**Q.** I have fifteen silicon-like ions, Si to Ni14+, from a scalar-relativistic, spin-polarised LDA calculation. Four heavier ions are hidden from me. Bi69+ has nearly three times the nuclear charge of my last row. Can anything honest be said about it?

Silicon-like atom and ions, [Ne] 3s2 3p2 with both 3p electrons spin-up, computed with Quantum ESPRESSO ld1.x 7.5. The all-electron Kohn-Sham calculations are scalar-relativistic and spin-polarised, with the LDA-VWN5 functional, spherical densities and a point nucleus. Eigenvalues are negative for bound levels.

| species | Z | charge (e) | eigenvalue (2s up) (eV) | eigenvalue (3p up) (eV) | mean radius (2s up) (bohr) | mean radius (3p up) (bohr) | ε(3p up) − ε(2s up) (eV) |
| --- | --- | --- | --- | --- | --- | --- | --- |
| Si | 14 | 0 | -138.61 | -4.6224 | 0.57084 | 2.7435 | 134.0 |
| P+ | 15 | 1 | -183.74 | -15.003 | 0.52203 | 2.1117 | 168.7 |
| S2+ | 16 | 2 | -236.54 | -28.980 | 0.48066 | 1.7505 | 207.6 |
| Cl3+ | 17 | 3 | -296.69 | -46.312 | 0.44518 | 1.5065 | 250.4 |
| Ar4+ | 18 | 4 | -364.05 | -66.887 | 0.41444 | 1.3275 | 297.2 |
| K5+ | 19 | 5 | -438.56 | -90.645 | 0.38757 | 1.1892 | 347.9 |
| Ca6+ | 20 | 6 | -520.18 | -117.55 | 0.36389 | 1.0786 | 402.6 |
| Sc7+ | 21 | 7 | -608.90 | -147.57 | 0.34287 | 0.98770 | 461.3 |
| Ti8+ | 22 | 8 | -704.71 | -180.71 | 0.32409 | 0.91152 | 524.0 |
| V9+ | 23 | 9 | -807.63 | -216.94 | 0.30721 | 0.84663 | 590.7 |
| Cr10+ | 24 | 10 | -917.66 | -256.27 | 0.29195 | 0.79061 | 661.4 |
| Mn11+ | 25 | 11 | -1034.8 | -298.68 | 0.27810 | 0.74171 | 736.2 |
| Fe12+ | 26 | 12 | -1159.2 | -344.18 | 0.26547 | 0.69862 | 815.0 |
| Co13+ | 27 | 13 | -1290.7 | -392.77 | 0.25390 | 0.66035 | 897.9 |
| Ni14+ | 28 | 14 | -1429.4 | -444.45 | 0.24327 | 0.62610 | 984.9 |
| Tc29+ | 43 | 29 | ? | ? | ? | ? | ? |
| Pd32+ | 46 | 32 | ? | ? | ? | ? | ? |
| W60+ | 74 | 60 | ? | ? | ? | ? | ? |
| Bi69+ | 83 | 69 | ? | ? | ? | ? | ? |

**A.** Something can, because only the nucleus changes. Every known row holds 14 electrons as [Ne]3s² with two spin-up 3p electrons spread spherically. $Z$ is the nuclear charge, $\varepsilon$ a Kohn-Sham eigenvalue and the mean radius is $\langle r\rangle$ of that orbital. The column ε(3p up) − ε(2s up), which I'll call the gap, is the distance between two occupied levels and is no excitation energy.

Measure lengths in units of $1/Z$ bohr and energies in $Z^2$ hartree. The kinetic energy and the pull of the nucleus then lose their $Z$, while the electron repulsion acquires a factor $1/Z$. So each level is a series, $-Z^2/2n^2 + aZ + b + \dots$ in hartree, which converges better the heavier the ion (LDA correlation adds a small, slowly varying term in $\ln Z$). The linear and constant terms drop out of a second difference. What remains should be close to $1/n^2$ hartree, which is 6.80 eV for $n=2$ and 3.02 eV for $n=3$.

**Q.** With steps of three in $Z$, the 2s level around Sc7+ gives $-(-364.05 + 2\times 608.90 - 917.66)/9 = 7.10$ eV. At $Z$ = 17, 21 and 25 the 2s values are 7.27, 7.10 and 7.17 eV. For 3p they are 3.28, 3.11 and 3.09 eV. Why does 2s turn up again?

**A.** The upturn is real, since rounding of the table can move these numbers by less than 0.02 eV. Two contributions sit on top of the hydrogenic value. The first is the tail of the series, from the relaxation of the orbitals near neutrality, and it dies away as $Z$ grows. The second is relativistic. To lowest order a hydrogen-like level with screened charge $Z-s$ is lowered by

$$\Delta_{\rm rel} \approx -\frac{\alpha^2 (Z-s)^4}{2n^4}\left(\frac{n}{k}-\frac34\right)\ \text{hartree},$$

with $\alpha$ the fine-structure constant, $k=1$ for an s level and $k=l+\tfrac12=\tfrac32$ for a p level without spin-orbit coupling. Its curvature grows as $(Z-s)^2$, so a falling and a rising term add up to a minimum. The coefficient is $5/128$ for 2s and $5/648$ for 3p, five times smaller, because a p electron is kept away from the nucleus, where the motion is fast, and $n=3$ spends less time there anyway. The 3p electron is also screened more heavily. Its minimum should therefore come later, and up to $Z=25$ the 3p curvature only flattens.

That is an argument from theory. What the numbers show is this. A fit without the relativistic term misses the 2s column by up to 2.19 eV, and with it the worst residual is 0.036 eV, inside the rounding of that row. For 3p the two figures are 0.037 and 0.005 eV. The known rows thus need the term clearly for 2s and only faintly for 3p.

**Q.** How large is the screening? From the Ni14+ eigenvalue I get an effective charge $\sqrt{8\times 1429.4/27.211} = 20.5$ for 2s. From the radius, with the hydrogenic $\langle r\rangle = 6/Z_{\rm eff}$, I get $6/0.24327 = 24.7$. They can't both be right.

**A.** They answer different questions. Charge that lies outside an orbital raises the potential inside it by nearly a constant, as a charged shell does. That shifts the eigenvalue and leaves the shape alone. The four $n=3$ electrons and the outer part of the $n=2$ shell therefore count in the energy and hardly in the radius. The radius feels the two 1s electrons and a part of the $n=2$ shell. This is why the model must keep separate screening for the energy, for the radius and for the relativistic term, which is decided close to the nucleus.

The radii give a second sign of relativity. Read with the plain factor 6, the 2s screening $S = Z - 6/\langle r\rangle$ is 3.52, 3.49 and 3.34 at Ar4+, Ti8+ and Ni14+, and it falls ever faster. Replace 6 by the Dirac value, which shrinks with $(Z\alpha)^2$, and it becomes 3.58, 3.61 and 3.63, levelling off as a $1/Z$ series should.

**Q.** For 3p the screening falls even with the Dirac factor, from 8.59 at Ar4+ to 8.11 at Ni14+.

**A.** There the shells are closing in on each other. The ratio of the 3p to the 2s radius is $2.7435/0.57084 = 4.81$ in Si and $0.62610/0.24327 = 2.57$ in Ni14+, on its way towards the non-relativistic hydrogenic $12.5/6 = 2.08$. In the neutral atom the 3p electrons sit far outside the neon core and see it almost whole. In the ion they overlap it and are screened less. The same calculations show 3p dropping inside 3s at Mn11+ (0.7417 against 0.7418 bohr, spin up) and staying there to Ni14+, which is the hydrogenic order.

**Q.** What is the model in full, then?

**A.** For the energies,

$$\varepsilon = -\frac{Z^2}{2n^2} + aZ + b + \frac{c}{Z-\sigma} + \Delta_{\rm rel}(Z-s),$$

with $\Delta_{\rm rel}$ taken from the full Sommerfeld formula, since $Z\alpha$ is about 0.6 at bismuth and the fourth-power term no longer suffices. For 2s this is the Dirac energy. For 3p with $k=\tfrac32$ it is right at order $(Z\alpha)^4$ and approximate beyond. For the radii, $\langle r\rangle = F/(Z-S)$, with $F$ the Dirac factor (averaged over $j$ for 3p) and $S = S_\infty + t/(Z-\sigma)$. Both were fitted to the twelve rows Cl3+ to Ni14+. Si, P+ and S2+ were left out because the series converges worst near neutrality. The model misses the 3p level of Si by 0.115 eV, 2.5 % of that eigenvalue, and the 3p radius of those three rows by up to 2.6 %. The constants $b$, $c$, $\sigma$ and $s$ trade against each other, so read nothing into their values.

Now work the 2s level of Bi69+, which took no part in the fit.

**Q.** The fit gives $a = 51.42$ eV, $b = -178.6$ eV, $c = -51.5$ eV, $\sigma = 9.95$ and $s = 3.4$.

The hydrogenic term is $-83^2/8 \times 27.2114 = -23432$ eV. The linear term is $51.42\times 83 = +4268$ eV. Then come $b = -179$ eV and $c/(83-9.95) = -1$ eV.

For the relativistic term, $Z-s = 79.6$ and $(Z-s)\alpha = 79.6/137.036 = 0.58087$, so $\gamma = \sqrt{1-0.58087^2} = 0.81400$. The Dirac 2s energy is $mc^2\,[\sqrt{(1+\gamma)/2}-1] = 510999\times(0.9523647-1) = -24342$ eV. The non-relativistic value is $-79.6^2/8\times 27.2114 = -21552$ eV, and so $\Delta_{\rm rel} = -2790$ eV.

The sum is $-23432+4268-179-1-2790 = -22134$ eV.

**A.** Look at where the risk lies. At Ni14+ the relativistic term is −21.1 eV, 1.5 % of the level. At Bi69+ it is 13 %. You are extrapolating a term that grows more than a hundredfold, and its screening is fixed by a slight bend in the known rows. One unit of $s$ is worth about $4\times 2790/79.6 = 140$ eV before the other constants readjust. For 3p the term at Ni14+ is only −1.7 eV, and $s$ is looser still. The fitted bars are therefore the largest shift found on moving $s$ by 1 (2s) or 2 (3p), on fitting all fifteen rows, or on using the $j$-averaged Dirac energy for 3p. The radius bars come from similar variants, plus an allowance for the small component. They give −22133 ± 130 eV for 2s and −8305 ± 36 eV for 3p at Bi69+. Write down your forecasts before we look.

**Q.** I estimated the energies by hand, before the fit, so they are rounder and their ranges wider. My hand values for the radii lie within the bars of the fit, so for the radii I list the fitted predictions instead. In the order Tc29+, Pd32+, W60+, Bi69+:

- ε(2s), eV: −4400 ± 15, −5210 ± 20, −16600 ± 150, −22100 ± 250
- ε(3p), eV: −1594 ± 8, −1909 ± 10, −6300 ± 50, −8310 ± 80
- gap, eV: 2810 ± 20, 3300 ± 25, 10300 ± 200, 13800 ± 300
- 2s radius from the fit, bohr: 0.14773 ± 0.00083, 0.13657 ± 0.00091, 0.07657 ± 0.0014, 0.065617 ± 0.0016
- 3p radius from the fit, bohr: 0.35227 ± 0.0024, 0.32368 ± 0.0023, 0.18103 ± 0.0025, 0.15722 ± 0.0027

I also forecast that the trends stay smooth, that the form without relativity underbinds 2s at Bi69+ by about 10 % and 3p by about 4 %, that it gives radii that are too large, worse for 2s than for 3p, and that the misses grow with $Z$.

The withheld rows as computed:

| species | Z | charge (e) | eigenvalue (2s up) (eV) | eigenvalue (3p up) (eV) | mean radius (2s up) (bohr) | mean radius (3p up) (bohr) | ε(3p up) − ε(2s up) (eV) |
| --- | --- | --- | --- | --- | --- | --- | --- |
| Tc29+ | 43 | 29 | -4402.2 | -1593.5 | 0.14772 | 0.35216 | 2808.7 |
| Pd32+ | 46 | 32 | -5206.1 | -1908.5 | 0.13657 | 0.32359 | 3297.6 |
| W60+ | 74 | 60 | -16639 | -6291.9 | 0.076691 | 0.18139 | 10346.6 |
| Bi69+ | 83 | 69 | -22140 | -8288.8 | 0.065773 | 0.15782 | 13851.6 |

**A.** All twelve hand values for the energies fall inside their ranges. For 2s you were off by 2, 4, 39 and 40 eV, each time small against the range, and for 3p by half an eV at Tc29+ and Pd32+, then by 8 and 21 eV. Your gaps were off by 1, 2, 47 and 52 eV. The largest radius miss of the fit in absolute terms is 0.0006 bohr, for 3p at Bi69+. The printed output after this exchange gives the fitted prediction, bar and miss for each row. None of those misses exceeds half of its bar, so the bars were too cautious for this series.

The form without relativity behaved as forecast. At Bi69+ it underbinds 2s by 11.7 % and 3p by 4.0 % of the computed values, and its radii are too large by 14.3 % and 5.0 %. At Tc29+ it is already 1.9 % short for 2s. These are misses of a form fitted to relativistic rows, which absorbs part of the relativistic shift into its other constants, so they understate the effect itself, put at 13 % of the 2s level of Bi69+ above. The gap suffers most, 16.3 % at Bi69+, because most of the large 2s error survives in a difference that is smaller than the 2s level itself.

**Q.** The fitted 2s value at Bi69+ is within 7 eV of −22140 eV, which is 0.03 %. Doesn't that prove the model?

**A.** It shows that the form is sound, but the last digits are partly luck. The screening $s$ was scanned in steps of 0.1, and by the estimate above one step is worth up to 14 eV, twice the miss. The 2s miss also changes sign, too deep from Tc29+ to W60+ and too shallow at Bi69+. The gap at W60+, off by 2.4 eV, looks better than either level only because both were too deep and the errors partly cancel. At Bi69+ they have opposite signs and add to 23 eV.

Your forecast that misses grow with $Z$ held only in part. It held for the 3p level, where the fitted miss goes from 0.06 eV, about the rounding, through 0.2 and 7.4 to 16.1 eV. For 2s it held in eV, from 1.6 to 6.8, but relative to the level the miss stays between 0.03 and 0.05 %. For both radii the absolute miss at Pd32+ is smaller than at Tc29+, and growth shows only at W60+ and Bi69+.

**Q.** The 3p misses at the two heaviest ions look systematic.

**A.** They do. At Bi69+ the computed level is 0.19 % shallower than the fit and the orbital 0.38 % larger, and W60+ has the same signs. Both say that the computed 3p electron is held a little less tightly than the model's. The approximate p formulas are a likely cause. The $k=\tfrac32$ formula agrees with the scalar-relativistic equation only at order $(Z\alpha)^4$. How much of the misses this explains is not worked out here, so a change in how the contracted s shells screen 3p is not excluded. The table alone cannot decide, since raising $s$ by about one unit, inside its allowed range, would also remove the Bi69+ energy miss.

**Q.** Could I now quote −8289 eV as the 3p binding in real Bi69+?

**A.** No. The hit tests a formula against a calculation that has scalar relativity built in, and says nothing on how either compares with the real ion. Spin-orbit coupling is left out, and a screened Dirac estimate puts the 3p splitting at a few eV in Ni14+ and some hundreds of eV in Bi69+, as an order of magnitude only. That is far more than the 16 eV we have been discussing. The point nucleus and the neglect of Breit and QED terms bite hardest on 2s in the heavy ions, and the spherical open shell resolves no terms.

An LDA eigenvalue is also no ionisation energy. For P+ the 3p level lies at −15.00 eV, while the same calculation gives an ionisation energy of 19.87 eV, near the NIST semi-empirical 19.77 eV. The shortfall of 4.86 eV in that row is mainly the familiar self-interaction error, by which the electron is partly repelled by its own density. In Bi69+ the same shortfall is 67.0 eV. Nor does the agreement with NIST last: for W60+ the calculation gives 6350.9 eV against 6596 eV, 245 eV short, of the size expected when the electron really leaves a $3p_{1/2}$ level lowered by the omitted spin-orbit coupling. Finally, these are spin-up levels. The empty 3p-down level lies 1.34 eV higher in Si and 6.93 eV higher in Ni14+, since the spin-up electron has more exchange partners.

**Q.** And if I had been given 2p or 3s instead?

**A.** Use the same steps. The curvature is set by $n$ alone, so 2p should run beside 2s near 6.8 eV and 3s beside 3p near 3.0 eV. The relativistic coefficient is set by $n$ and $k$. For 2p it is $7/384$ against $15/384$ for 2s, and for 3s it is $9/648$ against $5/648$ for 3p. On that argument the curvature of 2p turns up later than that of 2s, and that of 3s earlier than that of 3p. The analysis here does not test that order for 2p and 3s, so it remains a forecast. At bismuth, leaving relativity out should cost 2p well under half the fraction that it cost 2s, and 3s somewhat more than twice what it cost 3p, because p levels are screened more and the higher-order terms grow fastest for s levels.

The analysis program printed:

```
2s curvature at Z=17,21,25 (step 3): 7.268 7.101 7.168 eV; hydrogenic 6.803; rounding <0.02
2s energy fit: a=51.42 eV/Z b=-178.6 eV c=-51.5 eV sigma=9.95 s=3.4
  worst residual 0.036 eV (Fe12+, rounding 0.050); without relativity 2.186 eV
  unfitted Si,P+,S2+ model-table: -0.197 -0.081 -0.021 eV; relativistic term at Ni -21.1 eV
2s radius screening Ar,Ti,Ni: 3.58 3.61 3.63 (limit 3.66); no relativity 3.52 3.49 3.34
  worst radius error: fitted 0.003%, unfitted 0.32%
3p curvature at Z=17,21,25 (step 3): 3.283 3.113 3.089 eV; hydrogenic 3.023; rounding <0.02
3p energy fit: a=31.63 eV/Z b=-140.1 eV c=-56.0 eV sigma=8.82 s=8.3
  worst residual 0.005 eV (Sc7+, rounding 0.005); without relativity 0.037 eV
  unfitted Si,P+,S2+ model-table: 0.115 0.018 0.002 eV; relativistic term at Ni -1.7 eV
3p radius screening Ar,Ti,Ni: 8.59 8.31 8.11 (limit 7.67); no relativity 8.58 8.29 8.04
  worst radius error: fitted 0.012%, unfitted 2.64%
2s level, eV: predicted +- bar | computed | miss (%, bars) | no-relativity miss
  Tc29+  -4403.8 +- 6 | -4402.2 | -1.63 (+0.04%, 0.3) | -1.9%
  Pd32+  -5208.5 +- 8.7 | -5206.1 | -2.37 (+0.05%, 0.3) | -2.3%
  W60+   -16643 +- 80 | -16639 | -4.49 (+0.03%, 0.1) | -8.8%
  Bi69+  -22133 +- 1.3e+02 | -22140 | +6.8 (-0.03%, 0.1) | -11.7%
3p level, eV: predicted +- bar | computed | miss (%, bars) | no-relativity miss
  Tc29+  -1593.6 +- 1.8 | -1593.5 | -0.0607 (+0.00%, 0.0) | -0.5%
  Pd32+  -1908.7 +- 2.6 | -1908.5 | -0.224 (+0.01%, 0.1) | -0.7%
  W60+   -6299.3 +- 23 | -6291.9 | -7.41 (+0.12%, 0.3) | -3.0%
  Bi69+  -8304.9 +- 36 | -8288.8 | -16.1 (+0.19%, 0.4) | -4.0%
gap, eV: predicted +- bar | computed | miss (%, bars) | no-relativity miss
  Tc29+  2810.3 +- 7.8 | 2808.7 | +1.57 (+0.06%, 0.2) | -2.6%
  Pd32+  3299.7 +- 11 | 3297.6 | +2.14 (+0.07%, 0.2) | -3.3%
  W60+   10344 +- 1e+02 | 10347 | -2.43 (-0.02%, 0.0) | -12.4%
  Bi69+  13828 +- 1.7e+02 | 13852 | -23.3 (-0.17%, 0.1) | -16.3%
2s radius, bohr: predicted +- bar | computed | miss (%, bars) | no-relativity miss
  Tc29+  0.14773 +- 0.00083 | 0.14772 | +1.29e-05 (+0.01%, 0.0) | +2.3%
  Pd32+  0.13657 +- 0.00091 | 0.13657 | +1.9e-06 (+0.00%, 0.0) | +2.8%
  W60+   0.07657 +- 0.0014 | 0.076691 | -0.000121 (-0.16%, 0.1) | +10.5%
  Bi69+  0.065617 +- 0.0016 | 0.065773 | -0.000156 (-0.24%, 0.1) | +14.3%
3p radius, bohr: predicted +- bar | computed | miss (%, bars) | no-relativity miss
  Tc29+  0.35227 +- 0.0024 | 0.35216 | +0.000114 (+0.03%, 0.0) | +0.8%
  Pd32+  0.32368 +- 0.0023 | 0.32359 | +9.46e-05 (+0.03%, 0.0) | +1.0%
  W60+   0.18103 +- 0.0025 | 0.18139 | -0.000363 (-0.20%, 0.1) | +3.8%
  Bi69+  0.15722 +- 0.0027 | 0.15782 | -0.000598 (-0.38%, 0.2) | +5.0%
P+: ionisation energy minus |3p eigenvalue| = 4.86 eV
omitted 3p spin-orbit splitting, order of magnitude: Ni 2e+00 eV, Bi 5e+02 eV
```
